# Piezoresistance from intervalley transfer: n-Ge as a two-level system

## Conventions

- Stress $T_{ab}$, tension positive. Cubic axes. Tensor strain: $\varepsilon_{xx}=S_{11}T_{xx}+S_{12}(T_{yy}+T_{zz})$, $\varepsilon_{xy}=\tfrac12S_{44}T_{xy}$, with $S_{44}=1/C_{44}$.
- Piezoresistance: $\delta\rho_{xx}/\rho_0=\pi_{11}T_{xx}+\pi_{12}(T_{yy}+T_{zz})$ and $\delta\rho_{xy}/\rho_0=\pi_{44}T_{xy}$. To first order $\delta\rho_{ab}/\rho_0=-\delta\sigma_{ab}/\sigma_0$.
- Valley $i$ has unit axis $\mathbf a_i$ and mobility tensor $\mu_t\delta_{ab}-(\mu_t-\mu_l)a_aa_b$. Define $K=\mu_t/\mu_l$ and $A=(K-1)/(2K+1)$.
- Band-edge shift in the notation of Herring and Vogt (1956): $\delta E_i=\Xi_d\,\mathrm{tr}\,\varepsilon+\Xi_u\,\mathbf a_i\!\cdot\!\varepsilon\!\cdot\!\mathbf a_i$.

Model assumptions: parabolic valleys, donors fully ionised, no holes, total density $n$ fixed, masses and intravalley relaxation times independent of strain. Intervalley scattering equilibrates the populations but adds nothing to the momentum relaxation rate.

## The smallest model

The Ge conduction minima lie at L. Eight half-valleys on the zone faces make four valleys, with axes $[111]$, $[1\bar1\bar1]$, $[\bar11\bar1]$, $[\bar1\bar11]$. Apply uniaxial stress $X$ along $[111]$. Every $T_{ab}$ equals $X/3$, so $\varepsilon_{xy}=\varepsilon_{yz}=\varepsilon_{zx}=S_{44}X/6$.

For $\mathbf a=(s_x,s_y,s_z)/\sqrt3$ with $s=\pm1$,
$$\mathbf a\cdot\varepsilon\cdot\mathbf a=\tfrac13\mathrm{tr}\,\varepsilon+\tfrac23\left(s_xs_y\varepsilon_{xy}+s_ys_z\varepsilon_{yz}+s_zs_x\varepsilon_{zx}\right).$$
The sign products sum to $3$ for $[111]$ and to $-1$ for the other three axes. Relative to the mean shift, the singlet moves by $+\Xi_uS_{44}X/3$ and the triplet by $-\Xi_uS_{44}X/9$. Two levels remain, with degeneracies 1 and 3:
$$\Delta=E_1-E_3=\tfrac49\,\Xi_uS_{44}X,\qquad y=\Delta/k_BT .$$

**Populations.** Boltzmann statistics at fixed $n$ give the singlet fraction
$$f=\frac{e^{-y}}{e^{-y}+3}=\frac1{1+3e^{y}} .$$
The common shift, which contains all of $\Xi_d$, is absorbed by the Fermi level.

**Mobilities** in units of $\mu_l$. Along $[111]$ the singlet has $1$. Each triplet axis has $\cos^2\theta=1/9$, which gives $K-(K-1)/9=(8K+1)/9$. Across $[111]$ the singlet has $K$. The triplet average is isotropic in that plane by threefold symmetry, and the trace $2K+1$ fixes it at $(5K+4)/9$. At $f=1/4$ both directions give $\sigma_0=en\mu_l(2K+1)/3$. Hence, exactly within the model,
$$\frac{\sigma_\parallel}{\sigma_0}=1+\frac83A\left(\frac14-f\right),\qquad \frac{\sigma_\perp}{\sigma_0}=1-\frac43A\left(\frac14-f\right).$$
The tensor is diagonal in these axes, so $\rho=1/\sigma$ for each. The sum $\sigma_\parallel+2\sigma_\perp$ is unchanged.

**Expansion.** With $f=\tfrac14-\tfrac3{16}y+\tfrac3{64}y^2+\dots$,
$$\frac{\rho_\parallel}{\rho_0}=1-\frac A2y+\left(\frac A8+\frac{A^2}4\right)y^2+\dots$$
The linear term is $\pi_lX$ with $\pi_l=-\tfrac29\Xi_uS_{44}A/k_BT$, and likewise $\pi_t=-\pi_l/2$.

**Reading off $\pi_{44}$.** For $T_{xx}$ alone the shear strains vanish, all four valleys shift together, and $\pi_{11}=\pi_{12}=0$. Projecting $\delta\rho_{ab}$ on $[111]$ then gives $\tfrac13\cdot6\cdot\pi_{44}X/3$, so $\pi_l=\tfrac23\pi_{44}$ and
$$\boxed{\pi_{44}=-\frac{\Xi_uS_{44}}{3k_BT}\,\frac{K-1}{2K+1},\qquad\pi_{11}=\pi_{12}=0 .}$$
Sign: for $\Xi_u>0$ tension raises the valley that points along the current, where the mobility is low. Its electrons move to valleys that conduct better, and $\rho_\parallel$ falls.

**Saturation.** Strong compression ($f\to1$) gives $\rho_\parallel/\rho_0\to(2K+1)/3$. Strong tension ($f\to0$) gives $3(2K+1)/(8K+1)$.

## General statement

Take any cubic star of valleys and let $\langle\ \rangle$ average over it. To first order $\delta n_i/n_i=-(\delta E_i-\langle\delta E\rangle)/k_BT$. The $\mu_t\delta_{ab}$ part drops out because $\sum_i\delta n_i=0$. Dividing by $\sigma_0$,
$$\frac{\delta\rho_{ab}}{\rho_0}=-\frac{3A\,\Xi_u}{k_BT}\Big[\langle a_aa_ba_ca_d\rangle-\tfrac19\delta_{ab}\delta_{cd}\Big]\varepsilon_{cd}.$$
One number fixes the bracket: $q=\langle a_x^2a_y^2\rangle$, since $\langle a_x^4\rangle=\tfrac13-2q$. Then
$$\pi_{11}+2\pi_{12}=0,\quad \pi_{11}-\pi_{12}=-\frac{A\,\Xi_u}{k_BT}(1-9q)(S_{11}-S_{12}),\quad \pi_{44}=-\frac{A\,\Xi_u}{k_BT}\,3q\,S_{44}.$$

- $\langle100\rangle$ valleys (n-Si), $q=0$: $\pi_{11}=-\dfrac23\dfrac{\Xi_u(S_{11}-S_{12})}{k_BT}\dfrac{K-1}{2K+1}$, $\pi_{12}=-\pi_{11}/2$, $\pi_{44}=0$.
- $\langle111\rangle$ valleys (n-Ge), $q=1/9$: $\pi_{11}=\pi_{12}=0$ and $\pi_{44}=-A\Xi_uS_{44}/3k_BT$, the two-level result.

Only a strain that splits the star transfers carriers: tetragonal shear for $\langle100\rangle$, trigonal shear for $\langle111\rangle$, hydrostatic strain for neither.

## Numbers for n-Ge, 300 K

Inputs. Compiled values $C_{11}=129$, $C_{12}=48$, $C_{44}=67$ GPa (Råsander 2015, temperature not stated), so $S_{44}=0.0149$ GPa$^{-1}$. Typical values $\Xi_u\approx16$ eV, $m_l\approx1.59\,m_e$, $m_t\approx0.082\,m_e$, and $\tau_l/\tau_t\approx1.2$ for acoustic scattering. The mass ratio is $19.4$, and $K=(m_l/m_t)(\tau_t/\tau_l)\approx16$. Take $K=16$, so $A=5/11=0.455$. Also $k_BT=25.85$ meV.

- $\Delta/X=106$ meV/GPa and $y/X=4.1$ GPa$^{-1}$.
- $\pi_{44}=-1.40$ GPa$^{-1}=-140\times10^{-11}$ Pa$^{-1}$, $\pi_l=-0.93$ GPa$^{-1}$, $\pi_t=+0.47$ GPa$^{-1}$.
- At 77 K, with the same $K$ and ionised donors, $\pi_{44}=-5.5$ GPa$^{-1}$.

These are the model's numbers. They scale with the assumed $\Xi_u$, whose quoted values come partly from piezoresistance itself. The dependence on $K$ is weak: $A=0.41$ at $K=8$, $0.46$ at $K=19.4$, and $A\to1/2$ as $K\to\infty$.

| $X$ (GPa) | $f$ | $\rho_\parallel/\rho_0$ | $1+\pi_lX$ | $\rho_\perp/\rho_0$ |
|---|---|---|---|---|
| $-1.0$ | 0.953 | 6.8 | 1.93 | 0.70 |
| $-0.3$ | 0.533 | 1.52 | 1.28 | 0.85 |
| $-0.1$ | 0.334 | 1.11 | 1.09 | 0.95 |
| $+0.1$ | 0.181 | 0.92 | 0.91 | 1.04 |
| $+0.3$ | 0.089 | 0.84 | 0.72 | 1.11 |

The limits of $\rho_\parallel/\rho_0$ are $11$ and $0.77$. The response is lopsided: compression can put all electrons into the singlet, while tension can remove only the quarter it held. The quadratic term relative to the linear one is $(\tfrac14+\tfrac A2)|y|=0.48|y|$, which reaches 10 per cent at $|X|=51$ MPa.

The effective density of states of the four valleys is $N_c=8\,(m_dk_BT/2\pi\hbar^2)^{3/2}$ with $m_d=(m_lm_t^2)^{1/3}$. This gives $N_c=0.0104$ nm$^{-3}=1.04\times10^{19}$ cm$^{-3}$. The table needs $n\ll N_c/4$, so that a filled singlet stays nondegenerate.

## Degeneracy

Let both relaxation times vary as $\epsilon^s$, with $\epsilon$ measured from the edge of the valley in question. Let $\eta_i=(E_F-E_i)/k_BT$ and $F_j(\eta)=\Gamma(j+1)^{-1}\int_0^\infty u^j\,du/(1+e^{u-\eta})$, so that $F_j'=F_{j-1}$.

1. Density: $n_i=\tfrac14N_cF_{1/2}(\eta_i)$. All valleys have the same slope $F_{-1/2}(\eta)$ at zero strain, so fixed $n$ gives $\delta E_F=\langle\delta E\rangle$ to first order.
2. Conductivity, with $f_0$ the Fermi function and $u=\epsilon/k_BT$: $\sigma_i\propto\int u^{s+3/2}(-\partial_uf_0)\,du=\Gamma(s+\tfrac52)F_{s+1/2}(\eta_i)$, by parts. $K$ is unchanged.
3. Therefore $\delta\sigma_i/\sigma_i=-G_s(\eta)\,(\delta E_i-\langle\delta E\rangle)/k_BT$, and every $\pi$ above is multiplied by
$$G_s(\eta)=\frac{d\ln F_{s+1/2}}{d\eta}=\frac{F_{s-1/2}(\eta)}{F_{s+1/2}(\eta)} .$$

For $\eta\to-\infty$, $F_j\to e^\eta$ and $G_s\to1$ for any $s$. For $\eta\gg1$ the Sommerfeld expansion gives
$$G_s\simeq\frac{s+3/2}{\eta}\left[1-\frac{\pi^2(s+\frac12)}{3\eta^2}\right],$$
so $1/k_BT$ is replaced by $(s+\tfrac32)/E_F$, with $E_F$ measured from the band edge, and the leading term is independent of temperature. The Fermi integral is the one in the conductivity. It coincides with the density integral $F_{1/2}$ only for $s=0$. Acoustic scattering, $s=-\tfrac12$, has the closed form $G=1/[(1+e^{-\eta})\ln(1+e^\eta)]$.

| $\eta$ | $n$ ($10^{19}$ cm$^{-3}=10^{-2}$ nm$^{-3}$) | $G_0$ | $G_{-1/2}$ |
|---|---|---|---|
| 0 | 0.8 | 0.79 | 0.72 |
| 2 | 2.9 | 0.52 | 0.41 |
| 4 | 6.8 | 0.34 | 0.24 |

At $\eta=4$ the leading terms are $0.375$ and $0.25$, and the model with $s=-\tfrac12$, $K=16$ gives $\pi_{44}=-0.34$ GPa$^{-1}$. The gap between the two columns shows how much the scattering law matters. At such doping ionised impurities scatter strongly and change both $s$ and $K$, so the table fixes the trend and not the value for a doped crystal. At $\eta=4$, $E_F=0.10$ eV. The compiled direct gap of 0.8 eV (Waroquiers 2013) and fundamental gap of 0.66 eV (Wing 2021) put the $\Gamma$ edge $0.14$ eV above L, so the four-valley model should not be pushed to larger $\eta$.

## What was left out

- **Dilation.** At fixed carrier number $\delta n/n=-\mathrm{tr}\,\varepsilon$, which adds $1/(C_{11}+2C_{12})=1/(225\ \mathrm{GPa})=0.0044$ GPa$^{-1}$ to both $\pi_{11}$ and $\pi_{12}$.
- **Resistance against resistivity.** For a bar of length $L$ holding $N$ carriers, $R=L^2/Ne\mu$. Shape and dilation together add $2\varepsilon_\parallel$. Along $[111]$, $2\varepsilon_\parallel/X=\tfrac23\left[1/(C_{11}+2C_{12})+S_{44}\right]=0.013$ GPa$^{-1}$, or $1.4$ per cent of $|\pi_l|$, with the opposite sign.
- **Intervalley scattering.** Splitting the edges changes the density of final states. The correction has the symmetry of the transfer term and a relative size of order the intervalley share of the scattering rate, which is typically small among the L valleys of Ge.
- **Strain-dependent masses and couplings.** These terms carry no factor $1/k_BT$ and may fill the entries that transfer leaves at zero. In n-Ge they enter $\pi_{11}$ and $\pi_{12}$, while $\pi_{44}\propto1/T$ at fixed $K$ is the signature of transfer in nondegenerate material.